## Results and discussion

The L1 field constant grows roughly as $Z^6$ because relativity concentrates the 2s electron at the nucleus. The L2 constant is the small difference of two terms. A positive term comes from the relaxation of the remaining s electrons and a negative one from the 2p$_{1/2}$ electron itself. The negative term grows faster and wins between Tm and Yb.

Isotope-shift constants of L1 and L2 binding energies in neutral atoms, computed with Radial Dirac-Fock and Kohn-Sham solver 3 to first order on Dirac-Fock ground and hole states, with a Fermi nucleus and no relativistic recoil terms. The shift is F × change of mean square nuclear radius + K × change of 1/M, where M is the nuclear mass.

```
species   Z      configuration  nuclear rms radius (fm)  F (L1) (meV/fm²)  K, normal (L1) (meV u)  K, specific (L1) (meV u)  F (L2) (meV/fm²)  K, normal (L2) (meV u)  K, specific (L2) (meV u)
     Ru  44       [Kr] 4d7 5s1                    4.481            -4.526                   -1780                    -171.6            0.2360                   -1636                      2160
     Rh  45       [Kr] 4d8 5s1                    4.495            -5.120                   -1884                    -165.3            0.2557                   -1735                      2316
     Pd  46          [Kr] 4d10                    4.532            -5.788                   -1987                    -166.7            0.2672                   -1834                      2476
     Ag  47      [Kr] 4d10 5s1                    4.545            -6.517                   -2100                    -151.3            0.2972                   -1942                      2651
     Cd  48      [Kr] 4d10 5s2                    4.609            -7.318                   -2217                    -135.0            0.3288                   -2054                      2832
     In  49  [Kr] 4d10 5s2 5p1                    4.616            -8.231                   -2338                    -117.9            0.3528                   -2170                      3019
     Sn  50  [Kr] 4d10 5s2 5p2                    4.652            -9.237                   -2463                    -99.16            0.3775                   -2290                      3213
     Sb  51  [Kr] 4d10 5s2 5p3                    4.680            -10.36                     n/a                       n/a            0.4027                     n/a                       n/a
     Te  52  [Kr] 4d10 5s2 5p4                    4.742            -11.58                     n/a                       n/a            0.4274                     n/a                       n/a
      I  53  [Kr] 4d10 5s2 5p5                    4.750            -12.97                     n/a                       n/a            0.4526                     n/a                       n/a
     Xe  54  [Kr] 4d10 5s2 5p6                    4.786            -14.49                     n/a                       n/a            0.4768                     n/a                       n/a
     Cs  55           [Xe] 6s1                    4.804            -16.17                     n/a                       n/a            0.5093                     n/a                       n/a
     Ba  56           [Xe] 6s2                    4.838            -18.02                     n/a                       n/a            0.5411                     n/a                       n/a
     La  57       [Xe] 5d1 6s2                    4.855            -20.10                     n/a                       n/a            0.5606                     n/a                       n/a
     Ce  58   [Xe] 4f1 5d1 6s2                    4.877            -22.40                     n/a                       n/a            0.5725                     n/a                       n/a
     Pr  59       [Xe] 4f3 6s2                    4.892            -24.96                     n/a                       n/a            0.5736                     n/a                       n/a
     Nd  60       [Xe] 4f4 6s2                    4.912            -27.77                     n/a                       n/a            0.5755                     n/a                       n/a
     Pm  61       [Xe] 4f5 6s2                    4.962            -30.84                     n/a                       n/a            0.5696                     n/a                       n/a
     Sm  62       [Xe] 4f6 6s2                    5.082            -34.12                     n/a                       n/a            0.5528                     n/a                       n/a
     Eu  63       [Xe] 4f7 6s2                    5.112            -37.87                     n/a                       n/a            0.5287                     n/a                       n/a
     Gd  64   [Xe] 4f7 5d1 6s2                    5.157            -41.89                     n/a                       n/a            0.5872                     n/a                       n/a
     Tb  65       [Xe] 4f9 6s2                    5.060            -46.85                     n/a                       n/a            0.4400                     n/a                       n/a
     Dy  66      [Xe] 4f10 6s2                    5.222            -51.57                     n/a                       n/a            0.3648                     n/a                       n/a
     Ho  67      [Xe] 4f11 6s2                    5.202            -57.28                     n/a                       n/a            0.2733                     n/a                       n/a
     Er  68      [Xe] 4f12 6s2                    5.252            -63.35                     n/a                       n/a            0.1543                     n/a                       n/a
     Tm  69      [Xe] 4f13 6s2                    5.226            -70.34                     n/a                       n/a          0.006185                     n/a                       n/a
     Yb  70      [Xe] 4f14 6s2                    5.311            -77.57                     n/a                       n/a           -0.1786                     n/a                       n/a
     Lu  71  [Xe] 4f14 5d1 6s2                    5.370            -85.63                     n/a                       n/a           -0.3945                     n/a                       n/a
```

L1 and L2 are holes in 2s and 2p$_{1/2}$. In these Dirac-Fock results a binding energy $B$ shifts by $F\,\delta\langle r^2\rangle + K\,\delta(1/M)$, where $\langle r^2\rangle$ is the mean square nuclear charge radius, $M$ the nuclear mass, and $K$ the sum of a normal and a specific part.

### Field constant of L1

A larger nucleus raises the energy of a state by $(2\pi/3)Z\rho(0)\,\delta\langle r^2\rangle$ in atomic units, with $\rho(0)$ the electron density at the nucleus. Since $B=E_\text{hole}-E_\text{ground}$,

$$F=\tfrac{2\pi}{3}Z\,[\rho_\text{hole}(0)-\rho_\text{ground}(0)].$$

Removing a 2s electron removes $\rho(0)=Z^3/8\pi$ in the hydrogenic limit, so $F=-Z^4/12$. The table exceeds this unscreened value in size by a factor of 1.49 at Ru and 4.16 at Lu, and a log-log line through all rows has slope 6.1. Screening lowers the density, so it cannot supply the excess. The Dirac density rises as $r^{2\gamma-2}$ towards the origin, with $\gamma=\sqrt{1-(Z\alpha)^2}$, until the nuclear radius $R$ cuts it off. This multiplies $F$ by roughly $(ZR/a_0)^{2\gamma-2}$, which gives the trend but falls short of the full solution, more so at high $Z$.

One-electron Dirac solutions on a uniform sphere of the tabulated rms radius give a bare value 1.95 (Ru) to 5.00 (Lu) times $Z^4/12$. Multiplying it by $(1-s/Z)^3$, with $s=4.0$ from least squares on the relative error of all 28 rows, reproduces F (L1) to 0.8% rms. The error drifts from 1.7% too small at Ru to 1.0% too large at Lu. The constant $s$ also absorbs the relaxation described next, so it is no electron count.

### Field constant of L2

Theory splits F (L2) into two parts. Near the origin the small component obeys $Q\approx(\alpha/2)(P'+\kappa P/r)$. With $P=Nr^2$ this gives $Q=\tfrac32\alpha Nr$ for 2p$_{1/2}$ ($\kappa=1$) and zero for 2p$_{3/2}$ ($\kappa=-2$). With $N^2=Z^5/24$, the 2p$_{1/2}$ density at the nucleus is $\tfrac{3}{16}(Z\alpha)^2$ of the 2s density to leading order. Its removal is the direct, negative term. The hole also unscreens the s electrons that remain. Their density goes as $Z_\text{eff}^3$, so the fractional gain is proportional to $1/Z$ and the term is positive:

$$F(\text{L2})=F_\text{bare}(2p_{1/2})\,(1-s'/Z)^5+b\,|F(\text{L1})|/Z.$$

F (L3), for the 2p$_{3/2}$ hole, is taken from the same runs for 17 rows from Sb to Lu. It is positive in all of them. Taking it as the relaxation part of L2 is an assumption, since the two holes need not relax alike. On it, the numbers support both forms. The product $F(\text{L3})\,Z/|F(\text{L1})|$ stays between 3.02 and 3.22, and its mean is $b=3.08$. The difference F (L2) − F (L3) follows the screened bare term within 0.9% of its value, with $s'=5.6$ from least squares on the relative error. From Sb to Lu this difference grows as $Z^{9.0}$ and F (L3) as $Z^{5.4}$, which produces the rise, the plateau at Ce–Nd and the crossing.

Tm did not enter the fits of $b$ and $s'$. Its relaxation term is $3.08\times70.34/69=3.14$ meV/fm². For the direct term, the table value is 0.8282 of the bare 2s value, which is therefore $70.34/0.8282=84.9$. With $(Z\alpha)^2=0.2535$ the leading ratio is 0.0475, the screening factor is $(1-5.61/69)^5=0.654$, and the product is $-84.9\times0.0475\times0.654=-2.64$. The full one-electron solution gives −3.13, so leading order is 16% too small and would put the crossing too late. With the full value the sum is +0.009 against +0.006 in the table. A 1% change in either part is 0.03, five times the Tm entry, so that entry is sensitive to correlation and anything else outside Dirac-Fock.

The rms error is 0.018 meV/fm² on the 11 unfitted rows. The model runs 0.01 to 0.03 too high from Ru to Xe, stays within 0.008 from Pr to Lu except at Gd, and peaks at Nd. The excess at low $Z$ lies in the relaxation term. The L3 values of Ru, Cd, In and Sn, left out of the fit, give $b$ from 2.90 to 3.01, while F (L2) − F (L3) still follows the direct term (−0.178 against −0.177 at Sn).

Neighbouring levels follow from the same balance. The 3p$_{1/2}$ level M2 crosses slightly later in the same runs, from +0.001 at Yb to −0.047 at Lu, while its 3p$_{3/2}$ partner M3 stays positive. In lighter atoms L2 should approach L3, and in a one-electron ion, with nothing to relax, the 2p$_{1/2}$ constant is negative at any $Z$.

### Mass constants

The normal part is $-m_eB$ by construction: for Ru, 1780 meV u divided by the electron mass in u returns $B=3245$ eV. It rises faster than $Z^2$ (log-log slopes 2.5 and 2.6 over Ru–Sn) as a screened $(Z-\sigma)^2$ with relativistic contraction does.

The specific part is the expectation value of $\sum_{i<j}\mathbf p_i\cdot\mathbf p_j/M$, whose exchange terms $-|\langle a|\mathbf p|b\rangle|^2/M$ link orbitals that differ by one unit of $l$. They lower the ground state, so losing them makes $K$ positive. The hydrogenic 1s–2p pair gives $(2^9/3^8)Z^2$, or 2255 meV u at Ru and 2912 at Sn, 4% above and 9% below the table. The estimate omits screening and relaxation, which lower the value, and the other partners, 3d above all, which raise it, and the table's slope is 3.1, so it fixes sign and order only. The sign of the sum for L2 depends on magnitudes, which this estimate does not settle: with hydrogenic values for both parts, the normal one, $-Z^2/8$ in atomic units, would outweigh $0.078Z^2$ and make the sum negative. Screening by the other electrons cuts the binding energy, and with it the normal part, to about half its hydrogenic value, while the computed specific part stays close to its own. The sum for L2 is therefore positive in all seven rows (+923 at Sn). For L1 both parts are negative, and so is their sum (−2562 at Sn).

For 2s the hydrogenic 2s–2p element vanishes by degeneracy, but exchange with 3p and 4p does not, and losing it gives a sizeable positive term. The net specific part is nevertheless negative and only 4 to 10% of the normal one. With frozen orbitals it could only be positive, so relaxation must outweigh the loss: the remaining shells contract in the hole state and strengthen their mutual exchange, 2p–3d as well as 1s–2p. The entry is a small difference of larger terms. The omitted relativistic recoil changes the exchange terms at relative order $(Z\alpha)^2$, 0.10 to 0.13, which after such cancellation can rival the entry itself, so the decline of the specific part towards Sn is not secure physically. The same holds for the size of the L2 sum. At Sn the specific constant of L2 exceeds that of L3 by 347 meV u in these runs, and the omitted terms are of that order.

### Irregular rows

The steps of F (L1) shrink once, from −4.96 (Gd–Tb) to −4.72 (Tb–Dy). The radius falls 1.9% and then rises 3.2%, and $2\gamma-2\approx-0.24$ turns this into about +0.45% and −0.8% in $|F|$. Dividing by the bare value reduces Tb's excess over the mean of its neighbours from 0.80% to 0.11% and removes Dy's deficit of 0.45%. The runs contain this dependence, so the comparison assigns the kink and tests nothing.

F (L2) follows the outer s shell. It steps by 0.030 to 0.033 where an s electron is added (Ag, Cd, Cs, Ba) and by 0.024 to 0.025 from In to Xe. Pd, without 5s, lies 0.009 below its neighbours once the bare 2s trend is divided out, F (L1) lies 0.010 below, and the specific L1 constant dips by 8 meV u. Meanwhile F (L2) − F (L3) grows by a steady factor of 1.17 per element through I, Xe, Cs and Ba, which places the Cs and Ba kink in the relaxation term. The argued cause is that an outer s electron contracts onto any core hole and adds roughly 0.01 meV/fm².

Gd lies 0.09 to 0.10 meV/fm² above Eu and Tb in L1, L2 and L3 alike and 0.8 above in the 1s level, after the same division, and the model misses it by 0.103. Moving an electron from 4f to 5d screens the outer s shells less, which has the right sign. Yet Ce makes the same exchange, and Pr falls only 0.004 below the mean of Ce and Nd in L2 and L3 (under 0.01 in L1), which implies about 0.008 at Ce, a tenth of the Gd effect. Eu shares 4f$^7$ and is regular. An artefact of the open-shell treatment or of the state reached is a guess that these numbers cannot test. Whether the maximum of 0.587 belongs to the Gd atom or to this one calculation remains open.
